A natural first guess is that a fast electron crossing a crystal loses energy mostly where the crystal absorbs most strongly. For lead telluride, at the momentum transfer studied here, the absorption peak lies near 5 eV. Yet the loss there is small, and the broad maximum of the loss sits near 15 eV. Two numbers and a square root place that maximum, and one width then gives the heights around it to within a factor of two.

Energy-loss function of rock-salt PbTe at momentum transfer (0, 0, 0.4) in reciprocal-lattice units, computed with Yambo 5.3.0 in the random-phase approximation on Quantum ESPRESSO PBE states, without spin-orbit coupling. The calculation used PseudoDojo 0.4.1 potentials, a 10×10×10 k-mesh, 45 bands, a 3 Ry screening block and 0.3 eV damping.

```
row  loss function  loss energy (eV)
  1          0.008              0.00
  2          0.011              1.61
  3          0.037              3.41
  4          0.082              5.02
  5          0.178              6.83
  6          0.648              8.43
  7          0.500             10.24
  8          0.613             11.85
  9          1.021             13.65
 10          1.258             15.26
 11          1.117             16.87
 12          1.050             18.67
 13          1.054             20.28
 14          0.724             22.09
 15          0.543             23.69
 16          0.327             25.50
 17          0.325             27.11
 18          0.227             28.71
 19          0.206             30.52
 20          0.165             32.13
 21          0.142             33.94
 22          0.155             35.54
 23          0.182             37.35
 24          0.193             38.96
 25          0.296             40.76
 26          0.322             42.37
 27          0.216             43.98
 28          0.470             45.78
 29          2.293             47.39
 30          0.134             49.20
```

**Why the loss avoids the absorption peak**

The column "loss function" is $L=\mathrm{Im}(-1/\varepsilon)$, where $\varepsilon$ is the dielectric function at the energy $E$ in the column "loss energy". It measures how readily the crystal takes up that energy at a fixed momentum transfer, here about 0.67 Å⁻¹. It was computed with Yambo in the random-phase approximation on PBE states. Written out, $L=\varepsilon_2/(\varepsilon_1^2+\varepsilon_2^2)$, with $\varepsilon_2$ the absorptive part and $\varepsilon_1$ the rest. It can therefore never exceed $1/\varepsilon_2$. At the absorption peak $\varepsilon_2$ is close to 10, which caps the loss at about 0.1: the crystal screens the passing charge too well to take much energy from it.

The loss becomes large where screening fails and the outer electrons swing together against the ions. This collective swing is the plasmon. Its energy depends on how many electrons take part and how firmly they are bound.

**The rule**

Count the outer s and p electrons: four from Pb and six from Te, ten in a cell of 67 Å³, or $n\approx0.15$ per Å³. If they were free, they would swing at

$$E_p\approx 37\ \mathrm{eV}\times\sqrt{n\ \text{in Å}^{-3}}\approx 14.3\ \mathrm{eV}.$$

Binding adds a restoring force and raises this energy. Treat all ten electrons as one oscillator with an average excitation energy $E_g$. Its static dielectric constant is $\varepsilon_0=1+E_p^2/E_g^2$, and the same calculation gives $\varepsilon_0=5.53$ at this momentum, so $E_g\approx6.7$ eV. This energy holds part of the cost of the momentum transfer as well as the binding: the optical dielectric constant, at zero momentum, is larger and would give a smaller $E_g$. The restoring forces add, so the energies add as squares:

$$E_0=\sqrt{E_p^2+E_g^2}\approx 15.8\ \mathrm{eV}.$$

The highest row of the hump, row 10, lies at 15.26 eV. The difference is smaller than the spacing of the rows, so the table can't resolve it.

With a width $\Gamma$ for the damping, the same oscillator gives the whole curve:

$$L(E)=\frac{E_p^2\,\Gamma E}{(E_0^2-E^2)^2+(\Gamma E)^2}.$$

At $E=E_0$ this reduces to $E_p^2/(\Gamma E_0)$. Setting that equal to the height of row 10, 1.258, gives $\Gamma\approx10$ eV. This is the only number adjusted to the spectrum, and it means that row 10 can't test the predicted height. A width this large also pulls the curve's own maximum slightly below $E_0$, by less than the spacing of the rows.

**Two rows by hand**

Row 9 lies just below the resonance, at 13.65 eV. Here $E_0^2-E^2\approx63$ eV² and $\Gamma E\approx140$ eV², so

$$L\approx\frac{204\times140}{63^2+140^2}\approx1.21.$$

The table has 1.021, so the rule is 19% too high. Damping dominates the denominator here, so the value leans heavily on the width set at the neighbouring row 10.

Row 14 lies well above the resonance, at 22.09 eV. Now $E_0^2-E^2\approx-238$ eV² and $\Gamma E\approx227$ eV², so

$$L\approx\frac{204\times227}{238^2+227^2}\approx0.43.$$

The table has 0.724, which puts the rule 41% too low. The distance from resonance now matters as much as the damping. A resonance placed somewhat higher would lower the value for row 9 and raise this one, so both errors point the same way.

**How far to trust it**

Row 14 is the more typical case. From row 5 to row 21, about 7 to 34 eV, the rule stays within a factor of two of the table, with a median error of 41% of the tabulated value when row 10 is left out. The range was chosen because the factor holds there; every row outside it misses by more. That is enough to tell a strong loss from a weak one, but not to rank neighbouring rows.

The errors have a pattern. The real hump has a broad top, with rows 9 to 13 all above 1, and its weight lies higher than its highest point suggests. A least-squares fit to rows 2 to 21, with the same width but free centre and strength, moves the centre up to 17.6 eV and lowers the root-mean-square error from 0.18 to 0.11. The close agreement with row 10 therefore flatters the rule: the hump as a whole sits almost 2 eV above the estimate.

A plausible reason is the Pb 5d electrons, bound by very roughly 20 eV, whose excitations would add loss on the high side. The momentum transfer may add to the shift, since in a free-electron gas the plasmon rises with momentum faster than the static dielectric constant suggests. This spectrum alone can't separate the two causes.

The count of ten can be tried in another way. The sum of $E\,L(E)$ over a spectrum measures how many electrons have responded. Up to 34 eV it gives about 9.6 electrons, and using only every second row changes this by about 0.3. The result supports ten as a working number, though not as an exact census, since some s and p strength lies higher and some Pb 5d strength may lie within the range.

**Where it breaks**

Well below the hump the rule gives too much loss: five times too much in row 2, at 1.61 eV. At that energy the crystal is expected to have few excitations to offer, but a constant width spreads absorption down to it. A single oscillator also has a single maximum, so it misses the small bump at 8.43 eV, whose shape the widely spaced rows don't resolve.

Above about 40 eV the rule fails completely. In row 29, at 47.39 eV, it predicts 0.02 where the table has 2.293, the largest value of all. Excitations of the Te 4d electrons begin in this region, and the rule contains none of them. The spike itself needs care. PBE usually binds d shells too weakly, so their excitations are expected to start too low in energy. The calculation also used few empty bands, a coarse treatment of local fields and no spin-orbit coupling, which would split the d levels. Without convergence tests its height and position remain open, and the few empty bands may also affect the tail above the hump.

**What to do with it**

The tallest peak of a computed loss spectrum need not be the valence plasmon. First estimate $E_0$ from the electron density and the static dielectric constant at the same momentum transfer, then look for a broad hump there. If that constant isn't known, $E_p$ alone gives a lower estimate, here 14.3 eV instead of 15.8 eV. Count the electrons bound clearly less tightly than the energy you obtain, and leave deeper shells out. The rule is expected to work best where the counted electrons are s and p; a shallow d shell, as in copper or silver, can break up the hump.

For a similar crystal with the same number of outer electrons, a cell volume 10% larger lowers $E_p$ by about 5%. Stronger binding, seen as a smaller dielectric constant, pushes $E_0$ further above $E_p$.

The width is the part that can't be estimated this way. The numerical damping was only 0.3 eV, so the 10 eV reflects the crystal's own spread of excitations, into which the plasmon can decay. It stands for the shape of the hump rather than for a lifetime, and another material needs its own value from at least one known height.
